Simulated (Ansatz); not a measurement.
# ZnSe: the change of energy above lowest point with volume scale

Results calculated with Ansatz 0.2.0, not measured. Free energy against uniform scaling of the volume at fixed shape and fractions; periodic cell, basis, potentials, k mesh and filling as listed.

The cell before it is scaled or strained (space group F-43m, No. 216):
```
cell vectors (Å)
   0.0000     2.8338     2.8338
   2.8338     0.0000     2.8338
   2.8338     2.8338     0.0000
atoms (fractions of the cell vectors)
Zn  0.00000  0.00000  0.00000
Se  0.25000  0.25000  0.25000
```

Settings of every row: functional PBE; dispersion none; potentials PAW; wave cutoff 500 eV; density cutoff 2000 eV; k mesh 5x5x5; k shift 0x0x0; occupations fixed; smearing width 0 eV; spin none.

| row | volume scale | V (Å³/atom) | energy above lowest point (meV/atom) |
| --- | --- | --- | --- |
| 1 | 0.94 | 21.391 | 43 |
| 2 | 0.96 | 21.846 | ? |
| 3 | 0.98 | 22.301 | 13.6 |
| 4 | 1 | 22.757 | 5.4 |
| 5 | 1.02 | 23.212 | 1 |
| 6 | 1.04 | 23.667 | 0 |
| 7 | 1.06 | 24.122 | 2 |

Question: what energy above lowest point should row 2 give?

Worked fit of energy above lowest point. Take u = (V_r/V)^(2/3) − 1 with V_r = 22.985 Å³ an atom, which is twice the finite (Eulerian) strain; such expansions in the strain, on which the Birch-Murnaghan equation of state is built, carry the rest volume and the bulk modulus. The shown rows have u = 0.04908, 0.02034, 0.00667, -0.00653, -0.0193, -0.03168. Least squares give energy above lowest point = 2.76 + 332 × u + 9813 × u² + 2637 × u³ meV/atom; a parabola predicts inner rows, each left out in turn, worse (root mean square 0.052 against 0.023 meV/atom). All shown rows lie on it to the printed digit. Its lowest point lies at u = -0.0170, or V = 23.59 Å³ an atom, and the curvature there gives the bulk modulus at fixed shape and fractions, B = (4/9)(1 + u)² E″(u)/V = 56.5 GPa. The withheld row has u = 0.03446, so the fit gives 2.76 + 332 × (0.03446) + 9813 × (0.03446)² + 2637 × (0.03446)³ = 26.0 meV/atom.

The calculation gave 26 meV/atom. The fit meets it to the printed digit.
